One unpaired electron near niobium in SiO₂: questions and answers

A neutral Nb atom replaces one Si atom in SiO₂ and leaves one electron unpaired. The isotropic hyperfine constant A measures how strongly this electron's spin couples to a nuclear spin, through the spin density right at the nucleus. The site moment counts the spin in a whole sphere around the atom. The two columns therefore ask different things of the same electron. The ions were relaxed in a cell of fixed size and shape that remained under some pressure.

Ansatz 0.2.0, plane-wave DFT with PBE, default PAW datasets, scalar-relativistic, collinear spin; cutoff 420 eV, 3×3×4 k-mesh. Neutral Nb on a Si site in a 36-atom SiO₂ supercell, ions relaxed, one unpaired electron. The isotropic constant A in H = A I·S comes from the contact spin density alone, with responding cores.

```
atom  distance from the defect (Å)  site moment (muB)  mass number  isotropic hyperfine constant (MHz)
 Nb1                          0.15               0.37           93                               355.3
 O25                          1.81               0.01           17                                 2.0
 O23                          1.83               0.01           17                                 2.8
 O33                          2.00               0.02           17                                 1.8
 O19                          2.03               0.02           17                                 1.0
 O16                          3.06               0.00           17                                -4.2
 Si9                          3.13               0.00           29                               -16.1
Si11                          3.14               0.00           29                                -2.0
 Si7                          3.15               0.00           29                               -13.7
 Si8                          3.30               0.00           29                                -3.9
 O31                          3.39               0.00           17                                -4.8
 O17                          3.43               0.00           17                                -2.3
 O15                          3.43               0.00           17                                -4.9
 O34                          3.44               0.00           17                                -3.1
 O29                          3.53               0.00           17                                -0.8
 O30                          3.96               0.00           17                                 0.4
```

1. Which nucleus couples most strongly, and why?

Niobium does, with 355 MHz, about 22 times the largest magnitude at any other listed site. The electron is formally a 4d electron of Nb; this is the expected label, as the outputs list no orbital shares. The site moment of 0.37 μB is by far the largest. It is not the full share of the electron on Nb, because more than half of the spin lies outside all the atomic spheres. A d orbital, however, vanishes at its own nucleus. It acts there only indirectly, by polarising the inner s shells, and this normally leaves spin of the opposite direction at the nucleus.

The calculated A is positive, and for ⁹³Nb this means spin of the same direction as the unpaired electron. The likely reason is that some 5s character is mixed into the 4d orbital, which the uneven surroundings of Nb allow. A full 5s electron would give roughly 6.6 GHz (a rough recalled value), so the net A corresponds to about 5 per cent of such an electron. The calculation also lists the two parts of this sum: about +428 MHz comes from the electrons treated as valence and about −73 MHz from the polarised core. The core part is thus negative, as is normal, and the valence part alone corresponds to about 6.5 per cent of a 5s electron. The electron count implies that the 4s shell of Nb is treated as valence too. Its polarisation is then included in the +428 MHz, so the 5s share remains a rough figure.

2. What would change if the isotopes changed?

The electron would stay as it is, but A would follow the nucleus:

A ∝ gₙ · ρ(0)

Here gₙ is the nuclear g factor and ρ(0) the spin density at the nucleus. For ¹⁷O and ²⁹Si gₙ is negative, so a negative A at these atoms means spin density of the same direction as the unpaired electron. For ¹⁶O and ²⁸Si, which have no nuclear spin, the coupling vanishes. These silent isotopes make up most of natural oxygen and silicon, whereas natural niobium is practically all ⁹³Nb.

3. Si9 has a larger A than any oxygen atom. Is this only a matter of the nucleus?

Only in part. Si9 has −16.1 MHz, and the largest magnitude among the oxygen atoms is 4.9 MHz at O15, a ratio of 3.3. The g factors, roughly −1.1 for ²⁹Si and −0.76 for ¹⁷O, account for a factor of about 1.4. The rest, a little more than a factor of two, is a difference in the calculated spin density at the nucleus. In the data makers' tests on other systems, such small densities were uncertain by about their own size, so this factor is only a rough one.

Silicon can take up such density through its 3s orbital, which has a finite value at the nucleus. A few tenths of a per cent of a 3s electron would be enough for the A of Si9. A small s share thus gives a visible coupling even where the site moment rounds to 0.00 μB.

4. Can A be predicted from the site moment?

For the outer atoms, those more than 2.5 Å from the defect site, it can be done roughly. If all outer atoms of one element hold their spin in the same mixture of s and p orbitals, the density at the nucleus must grow in step with the spin in the sphere. A is then a constant times the site moment, with one constant for Si and one for O. Both were fitted to the eleven outer atoms, using the unrounded moments of the same calculation.

The typical miss is 1.7 MHz, against 4.0 MHz if every outer atom simply gets the mean A of its element. The moment therefore carries real information, though not enough for each single atom: Si8 is missed by as much as its own value. The printed output below gives the fit and the comparisons.

5. Why does the same rule fail for the four nearest oxygen atoms?

These four were not part of the fit, so they test whether the rule can be carried inwards. O33 has an unrounded moment of 22.2 thousandths of a μB, and the constant for oxygen is −2.53 MHz per thousandth:

A ≈ −2.53 MHz × 22.2 ≈ −56 MHz

The table has +1.8 MHz. The other three fail in the same way, by about 30 to 50 MHz. On average the nearest oxygen atoms hold about 15 times the moment of the outer ones, yet none of them reaches even 3 MHz.

So the spin next to Nb must act on the nucleus in another way. The natural explanation, expected rather than computed here, is that the Nb 4d orbital mixes with oxygen 2p orbitals. A p orbital adds to the moment in the sphere but has a node at the nucleus, so it contributes to A only by polarising s electrons. For a similar defect one should therefore ask first how s-like the spin on an atom is, and only then how much of it there is.

6. Does A at least fall off with distance?

Not in any simple way. Si9 and Si11 are listed at 3.13 and 3.14 Å, but their A differs by a factor of eight. These distances start from the defect site, and Nb has moved 0.15 Å away from it. Measured from Nb itself in the relaxed structure, Si11 is at about 3.09 Å and Si9 at about 3.23 Å.

The silicon atom with the weaker coupling is therefore the nearer one. A spin density that simply falls with distance from Nb would give the opposite order, however steep the fall. Distance is thus ruled out as the cause of this contrast. The decay lengths in the printed output come from a more cautious estimate, which uses only the size of the Nb shift and not its direction; the actual positions make it unnecessary.

The unrounded site moments give part of the answer: Si9 holds about three times the spin of Si11. Why it does so is a further question, and here direction is a better candidate than distance. A d-like orbital has lobes and nodes, and the bonds may pass its spin on to some silicon atoms better than to others. This remains a guess, because the angles were not examined.

7. Which digits can be trusted?

For Nb, the positive sign and a size of a few hundred MHz are what this calculation predicts, not settled facts; the last digits of 355.3 carry no meaning. The semilocal functional underestimates core polarisation, and since the core part is negative here, this tends to make A at Nb too high. It also spreads the defect state too far, which tends to take spin away from Nb. The two errors pull in opposite directions, and spin-orbit coupling is left out as well, so no error bar follows from the table.

Small values of A may be wrong by about their own size, if the tests on other systems mentioned in question 3 carry over to this one. The positive sign at the nearest oxygen atoms is therefore not secure, and neither is the change of sign at O30. The failure in question 5 is safe, because it amounts to tens of MHz. The size of the contrast in question 6 is less safe. If Si11 had −4 instead of −2.0 MHz, a factor of four would remain. If Si9 were also only half as large, the factor would be two. Even then a fall with distance could not be the cause, because Si11, with the weaker coupling, is nearer to Nb. Only errors large enough to reverse the order of the two atoms would change this.

The outer atoms, the silicon neighbours included, carry a further uncertainty. The nearest periodic image of the defect is 7.3 Å away, so an atom at about 3.7 Å can lie halfway between two defects, if it lies in the direction of the image. O30, at 3.96 Å, is already beyond this distance.

8. What does this mean for a device?

SiO₂ serves as a gate dielectric in transistors. The centre calculated here is neutral as long as it holds its electron. If it loses the electron, a positive charge stays behind in the oxide, and this can shift the voltage at which the transistor switches. In the neutral state, electron spin resonance can help to identify such a centre by its hyperfine pattern.

The ⁹³Nb nucleus has spin 9/2 and splits the resonance into ten lines. With about 28 MHz per mT for a free-electron g factor, the calculated A gives a spacing of 355/28 ≈ 13 mT. This holds for the isotropic part alone; the dipolar part makes the real pattern depend on the direction of the field. The wide splitting by Nb would be the main mark of the centre, and the much weaker couplings to ²⁹Si would tell how far its electron reaches into the oxide.

Output of the analysis:

```
Contact spin density and rough s share:
   row  moment_0.001muB  density_0.001_per_bohr3  percent_of_full_s
   Nb1            369.9                    317.2              5.383
   O25            10.95                   -3.289           -0.03774
   O23            11.15                   -4.605           -0.05283
   O33            22.19                   -2.961           -0.03396
   O19            20.43                   -1.645           -0.01887
   O16            1.252                    6.908            0.07925
   Si9            1.258                     18.3               0.35
  Si11            0.372                    2.273            0.04348
   Si7            1.087                    15.57             0.2978
   Si8           0.6796                    4.432            0.08478
   O31            1.608                    7.895            0.09057
   O17            1.389                    3.783             0.0434
   O15            1.588                    8.059            0.09245
   O34            1.664                    5.099            0.05849
   O29           0.5048                    1.316            0.01509
   O30          -0.3234                  -0.6579          -0.007547
fit of A on 11 rows (r > 2.5): coefficient of momSi -11.46 +/- 1, coefficient of momO -2.527 +/- 0.53; rms 1.65, worst Si8 -3.88, leave-one-out rms 2.09
  rows outside the fit (model, value, miss): Nb1 0, 355.3, -355; O25 -27.66, 2, -29.7; O23 -28.18, 2.8, -31; O33 -56.07, 1.8, -57.9; O19 -51.62, 1, -52.6
rms miss of one mean A per element, outer atoms (MHz): 3.959
A of Nb over largest other magnitude of A: 22.07
mean A of four nearest O (MHz): 1.9
mean A of seven outer O (MHz): -2.814
mean moment of nearest O over that of outer O: 14.74
A of Si9 over A of Si11: 8.05
decay length needed to explain Si9 and Si11 by distance, at most (angstrom): 0.1486
decay length of the density of a tail bound by 9 eV (angstrom): 0.3253
sum of listed site moments (muB): 0.4457
spacing of the Nb lines (mT): 12.69
half of the shortest image distance, cell edge from the outputs (angstrom): 3.655
```
